Dear colleague,

Your sputtered TbFe$_2$ films raise two questions about the random-axis model of Harris, Plischke and Zuckermann (1973): does the local anisotropy move the ordering temperature, and how much Tb moment survives at low temperature? Here is the mean-field answer. Energies are in kelvin ($k_B=1$, except that I write $kT_c$), moments in $\mu_B$.

**Premises**

1. Each ion is a classical unit vector $\mathbf s_i$, with moment of size $gJ\mu_B$.
2. The energy is
$$E=-D\sum_i(\mathbf n_i\cdot\mathbf s_i)^2-\sum_{\langle ij\rangle}J_{ij}\,\mathbf s_i\cdot\mathbf s_j ,$$
each pair counted once, $D>0$ and equal on all sites.
3. The axes $\mathbf n_i$ are frozen, independent, and uniform over the sphere.
4. Mean field: each neighbour is replaced by the sample average $\mathbf m=m\hat{\mathbf z}$, and $J_0=\sum_jJ_{ij}>0$ is the same on all sites.

One spin then has energy
$$e(\mathbf s)=-D(\mathbf n\cdot\mathbf s)^2-h\,s_z,\qquad h=J_0m,\tag{1}$$
and self-consistency reads $m=\overline{\langle s_z\rangle}$. Brackets are the thermal average at fixed $\mathbf n$, the bar is the average over $\mathbf n$. Transverse components cancel in the bar average, because the axes are symmetric about $z$.

To connect with the quantum form $-D_q(\mathbf n\cdot\mathbf J)^2$, take the state with maximal projection $J$ along $\mathbf s$. In it the square of the longitudinal component is $J^2$, the square of each transverse component averages to $J/2$, and cross terms vanish. Hence $\langle(\mathbf n\cdot\mathbf J)^2\rangle=J(J-\tfrac12)(\mathbf n\cdot\mathbf s)^2+J/2$, and $D=D_qJ(J-\tfrac12)$.

**Ordering temperature**

Let $b=h/T$ and $Z_{\mathbf n}(b)=\int d\Omega_s\,e^{-e/T}$, so that $\langle s_z\rangle=\partial_b\ln Z_{\mathbf n}$. At $b=0$ the weight is even in $\mathbf s$, so the odd cumulants vanish and
$$\langle s_z\rangle=b\langle s_z^2\rangle_0+\frac{b^3}{6}\left[\langle s_z^4\rangle_0-3\langle s_z^2\rangle_0^2\right]+O(b^5).\tag{2}$$

The zero-field weight depends on $\mathbf n\cdot\mathbf s$ alone, and its normalisation does not depend on $\mathbf n$. Averaging it over $\mathbf n$ at fixed $\mathbf s$ gives a constant. So $\overline{\langle f(\mathbf s)\rangle_0}$ is the plain spherical average of $f$ for any $D$, and
$$\overline{\langle s_z^2\rangle_0}=\tfrac13,\qquad\overline{\langle s_z^4\rangle_0}=\tfrac15 .$$
The linear term gives $m=J_0m/3T$, which admits $m\neq0$ at
$$\boxed{kT_c=J_0/3\quad\text{for any }D.}\tag{3}$$
The anisotropy raises the susceptibility along $\mathbf n$ and lowers it across $\mathbf n$. The trace $\langle \mathbf s^2\rangle/T=1/T$ is fixed, and the isotropic average sees only the trace.

The cubic term decides whether the onset is continuous. Let $\theta$ be the angle between $\mathbf n$ and $z$, and $w=\mathbf n\cdot\mathbf s$. Averaging $s_z^2$ over the azimuth of $\mathbf s$ about $\mathbf n$ gives $w^2\cos^2\theta+\tfrac12(1-w^2)\sin^2\theta$, which rearranges to
$$\langle s_z^2\rangle_0=\tfrac13+\tfrac23\,q\,P_2(\cos\theta),\qquad q=\langle P_2(w)\rangle_0 ,\tag{4}$$
with $P_2(x)=(3x^2-1)/2$. The local alignment $q$ grows from 0 to 1 as $D/T$ grows. Since $\overline{P_2}=0$ and $\overline{P_2^2}=1/5$, the mean square of (4) is $\tfrac19+\tfrac4{45}q^2$, and the averaged bracket in (2) is $\tfrac15-\tfrac13-\tfrac4{15}q^2=-\tfrac2{15}(1+2q^2)$. Therefore
$$m=\frac b3-\frac{1+2q^2}{45}\,b^3 .$$
Insert $b=J_0m/T=3mT_c/T$, divide by $m$, and keep the leading order in $1-T/T_c$:
$$m^2=\frac{5}{3}\,\frac{1-T/T_c}{1+2q^2},\qquad q=q(D/T_c).\tag{5}$$
The ordered branch grows continuously below $T_c$ for every $D$, and the anisotropy lowers the coefficient from $5/3$ to $5/9$. This analysis is local in $m$. At $D=0$ the full response is the Langevin function of $b$. At $D\to\infty$, where $\mathbf s=\pm\mathbf n$, it is $\int_0^1x\tanh(bx)\,dx$. Both lie below $b/3$, so no ordered solution exists above $T_c$ in these limits. For intermediate $D$ I have not proved that.

**Ground state**

Since $\mathbf n$ and $-\mathbf n$ are the same axis, choose $0\le\theta\le\pi/2$, with weight $\sin\theta\,d\theta$. Let $\varphi$ be the angle from $\mathbf s$ to $\mathbf n$ and $\psi$ the angle from $\mathbf s$ to $z$. The minimum of (1) lies on the short arc between $\mathbf n$ and $z$. A spin at angle $\varphi\le\theta$ from the axis line has the largest $s_z$ when it lies on that arc, and a spin with $\varphi>\theta$ does worse than $\mathbf s=\hat{\mathbf z}$ in the first term and no better in the second. So $\psi=\theta-\varphi$ and $e=-D\cos^2\varphi-h\cos(\theta-\varphi)$. Setting $\partial e/\partial\varphi=0$,
$$\sin\varphi\cos\varphi=\epsilon\sin(\theta-\varphi),\qquad\epsilon=\frac{h}{2D}.\tag{6}$$
For $\theta<\pi/2$ the root in $(0,\theta)$ is unique. The ratio $\sin\varphi\cos\varphi/\sin(\theta-\varphi)$ runs from 0 to $\infty$, and its logarithmic derivative $\cot\varphi-\tan\varphi+\cot(\theta-\varphi)$ is positive because $\theta-\varphi<\pi/2-\varphi$ makes $\cot(\theta-\varphi)>\tan\varphi$.

*Strong anisotropy.* Expand (6) in $\epsilon$. The left side is $\varphi+O(\varphi^3)$, the right side is $\epsilon(\sin\theta-\varphi\cos\theta+\dots)$, so
$$\varphi=\epsilon\sin\theta-\epsilon^2\sin\theta\cos\theta+O(\epsilon^3).$$
Then $s_z=\cos\theta+\varphi\sin\theta-\tfrac12\varphi^2\cos\theta+\dots$ becomes
$$s_z=\cos\theta+\epsilon\sin^2\theta-\tfrac32\epsilon^2\sin^2\theta\cos\theta+O(\epsilon^3).$$
Over the hemisphere $\overline{\cos\theta}=\tfrac12$, $\overline{\sin^2\theta}=\tfrac23$ and $\overline{\sin^2\theta\cos\theta}=\tfrac12-\tfrac14=\tfrac14$, so
$$m=\tfrac12+\tfrac23\epsilon-\tfrac38\epsilon^2+O(\epsilon^3).\tag{7}$$
Now close the loop. With $\lambda=J_0/D$ we have $\epsilon=\lambda m/2=\lambda/4+\lambda^2/12+\dots$, where the second term uses the first-order $m$. The $\lambda^2$ terms are $\tfrac1{18}-\tfrac3{128}=\tfrac{37}{1152}$, and
$$\boxed{m(0)=\frac12+\frac{J_0}{6D}+\frac{37}{1152}\left(\frac{J_0}{D}\right)^2+\dots}\tag{8}$$
with $37/1152=0.0321$. For $D\to\infty$ each spin takes the end of its axis nearer to $\mathbf m$, and the spins fill the hemisphere uniformly. At finite $D$ a belt at the equator is empty: at $\theta=\pi/2$, (6) gives $\sin\varphi=\epsilon$, so for small $\epsilon$ the fan has half-angle $\arccos\epsilon\approx\pi/2-J_0/4D$.

*Any $\epsilon$.* Integrate $m=\int_0^{\pi/2}\cos\psi\,\sin\theta\,d\theta$ by parts. The boundary terms give 1, since $\psi=0$ at $\theta=0$ and $\cos\theta=0$ at the upper end:
$$1-m=\int\left(\cos\psi\cos\varphi-\sin\psi\sin\varphi\right)\sin\psi\,d\psi .$$
Along the minimum, $\varphi$ increases with $\theta$, because $d\theta/d\varphi=1+\cos2\varphi/(\epsilon\cos\psi)$ has the sign of $\partial^2e/\partial\varphi^2=2D(\cos2\varphi+\epsilon\cos\psi)$. So $u=\cos\varphi$ is a good variable. From (6), $\sin\psi=\sin\varphi\cos\varphi/\epsilon$ and $\cos\psi\,d\psi=\cos2\varphi\,d\varphi/\epsilon$, with $\sin\varphi\,d\varphi=-du$:
$$1-m=\frac1{\epsilon^2}\int_{u_0}^1u^2(2u^2-1)\,du-\frac1{\epsilon^3}\int_{u_0}^1\frac{u^2(1-u^2)(2u^2-1)}{\sqrt{1-u^2(1-u^2)/\epsilon^2}}\,du .\tag{9}$$
The lower limit belongs to $\theta=\pi/2$. It is $u_0=\sqrt{1-\epsilon^2}$ for $\epsilon<1$. For $\epsilon\ge1$ it is $u_0=0$, because an equatorial axis can then no longer pull its spin off $z$. In that case the first term is $1/15\epsilon^2=\tfrac4{15}(D/h)^2$, which is the weak-anisotropy limit, and the widest spin sits at $\varphi=\pi/4$ with $\sin\psi_{\max}=1/2\epsilon$.

**Adding the iron**

In amorphous TbFe$_2$ the Tb ions also feel the Fe subnetwork, to which their moments couple antiparallel. A Tb fan opposed to a nearly collinear Fe magnetisation is what sperimagnetic means here. Treat Fe as classical unit spins without anisotropy, and count $m_F$ positive along $-z$, so that all couplings are positive:
$$h=J_0m+J_{TF}m_F,\qquad h_F=J_{FT}m+J_{FF}m_F .$$
Counting Tb–Fe bonds from either end gives $N_{\rm Tb}J_{TF}=N_{\rm Fe}J_{FT}$, so $J_{FT}=J_{TF}/2$. The linear responses are $m=h/3T$ and $m_F=h_F/3T$, and a nonzero solution needs
$$(3kT_c-J_0)(3kT_c-J_{FF})=\tfrac12J_{TF}^2 ,\tag{10}$$
with the larger root. Again $D$ is absent. At $T=0$, $m_F=1$, and (6), (7) and (9) hold with $h=J_{TF}+J_0m$. The parameter that must be small for the hemisphere picture is now $(J_{TF}+J_0m)/2D$. One must not set $J_0=3kT_c$ of the alloy and use it in (8).

**Range of validity**

*Expansion.* In (7) the second-order term is $9\epsilon/16$ of the first-order one. In (8) it is $37\lambda/192$ of it. Both series need $\epsilon\ll1$. Otherwise use (9).

*Quantum spins.* With $\mathbf s=\mathbf J/J$, the isotropic ion has $\langle s_z^2\rangle=(J+1)/3J$. For $D\gg T$ only the doublet $\pm J$ along $\mathbf n$ is occupied, and to leading order the averaged response is $1/3T$. So the quantum $kT_c$ of one network goes from $J_0(J+1)/3J$ at $D=0$ to $J_0/3$ at $D\to\infty$, a drop by the fraction $1/(J+1)$, 14 % for $J=6$. Strict independence of $D$ is a classical statement. The first-order term of (8) survives. A transverse field $h_\perp$ mixes $|J\rangle$ with $|J-1\rangle$ through $|\langle J-1|s_x|J\rangle|^2=1/2J$ across the gap $D_q(2J-1)$, which gives $\langle s_x\rangle=h_\perp/[D_qJ(2J-1)]=h_\perp/2D$, the classical tilt.

*Textured axes.* If deposition or magnetoelastic coupling to film stress leaves $p=\overline{P_2(\cos\theta)}>0$, (4) gives $kT_c=J_0(1+2qp)/3$ for one network, and $D$ enters through $q$.

*Crystal field.* A spread in $D$ leaves (3) intact and replaces $1/D$ by $\overline{1/D}$ in the first-order term of (8). Non-axial and higher-order terms also leave (3) intact, if they are even in $\mathbf s$ and isotropically oriented, but they change the ground state.

*Local-field fluctuations.* Let $z_n$ neighbours each couple with $J_0/z_n$, and let $D\to\infty$. A spin in the hemisphere has transverse variance $1/3$ per component. For an axis near the equator the field along $\mathbf n$ has mean $J_0x/2$, with $x=\cos\theta$, and spread $J_0/\sqrt{3z_n}$ if the neighbours are independent. For a Gaussian spread the spin points into the wrong hemisphere with probability $\tfrac12\,\mathrm{erfc}(x/\sqrt2\sigma)$, $\sigma^2=4/3z_n$. Each such spin costs $2x$, so $m$ falls by about $\int_0^\infty x\,\mathrm{erfc}(x/\sqrt2\sigma)\,dx=\sigma^2/2=2/3z_n$. For $z_n=12$ this rough estimate is 0.06, which matches or exceeds $J_0/6D$ whenever $J_0/D$ is below $4/z_n=1/3$.

*Long-range order.* Mean field assumes a uniform $\mathbf m$. The argument of Imry and Ma (1975) says otherwise. If $\mathbf m$ turns over a length $L$, with $a$ the spacing, the exchange cost per site is of order $J_{\rm ex}(a/L)^2$, where $J_{\rm ex}$ is the dominant summed exchange. The gain from following the fluctuation among $(L/a)^3$ random axes is of order $D(a/L)^{3/2}$. The gain wins at large $L$, and the two balance at $L/a\sim(J_{\rm ex}/D)^2$. Read $T_c$ as the onset of order within such regions, and $m(0)$ as the moment within one region, or roughly as the remanence after saturation. Your net zero-field magnetisation is a different quantity.

**Illustration: Tb in amorphous TbFe$_2$**

Tb$^{3+}$ has $J=6$, $g=3/2$, $gJ=9$. The couplings below are approximate inputs of typical size, good to perhaps a factor of two, and I compare the results with no data. Take $D_q\approx6$ K, so $D=33\times6=198$ K, rounded to 200 K. Take $J_0\approx60$ K, $J_{FF}\approx1000$ K and $J_{TF}\approx400$ K, the last being a field $J_{TF}k_B/9\mu_B$ of 66 T on the Tb moment.

*Tb subnetwork with the iron switched off.* Here $\lambda=0.30$ and $kT_c=20$ K. The isotropic quantum value would be 23 K. At $T_c$, $D/T=10$, the integral $q=\int_0^1P_2(w)e^{10w^2}dw\big/\int_0^1e^{10w^2}dw$ gives 0.84, and (5) reads $m^2=0.69\,(1-T/T_c)$. Equation (8) gives $m(0)=0.550$ at first order, and the second-order term 0.003 brings it to 0.553. The self-consistent solution of (9) is also 0.553, with $\epsilon=0.083$. The moment is $5.0\,\mu_B$ per Tb and the fan has half-angle $85^\circ$. The third figure describes the mean-field model only. For 12 neighbours the fluctuation estimate of 0.06 is as large as the whole shift 0.053 from $1/2$, and fewer Tb neighbours make it larger. Also $(J_0/D)^2<1$ means that no extended ordered regions are expected.

*Iron switched on.* Equation (10) gives $kT_c=360$ K, whatever $D$ is. At $T=0$, $\epsilon=1+0.15\,m$ exceeds 1, so $u_0=0$. Solving (9) self-consistently gives $m(0)=0.935$, $h=456$ K and $\epsilon=1.14$. The deficit $1-m=0.065$ consists of 0.051 from the first term and 0.014 from the second. The moment along the cone axis is $8.4\,\mu_B$ per Tb and the cone half-angle is $26^\circ$. The first-order form of (7), $\tfrac12+h/3D$, would give 1.26, which is impossible for unit spins. The region size is of order $(J_{FF}/D)^2=25$ spacings, an order of magnitude only.

With these inputs the Tb subnetwork of your alloy lies outside the hemisphere limit. The Fe field closes the fan into a cone. The leading deficit scales as $(D/h)^2$, so a factor of two in either input changes that term fourfold, and your low-temperature Tb moment fixes only the ratio $h/D$. Fit it with (9), and keep (8) for alloys in which Tb has a non-magnetic partner.

With best regards.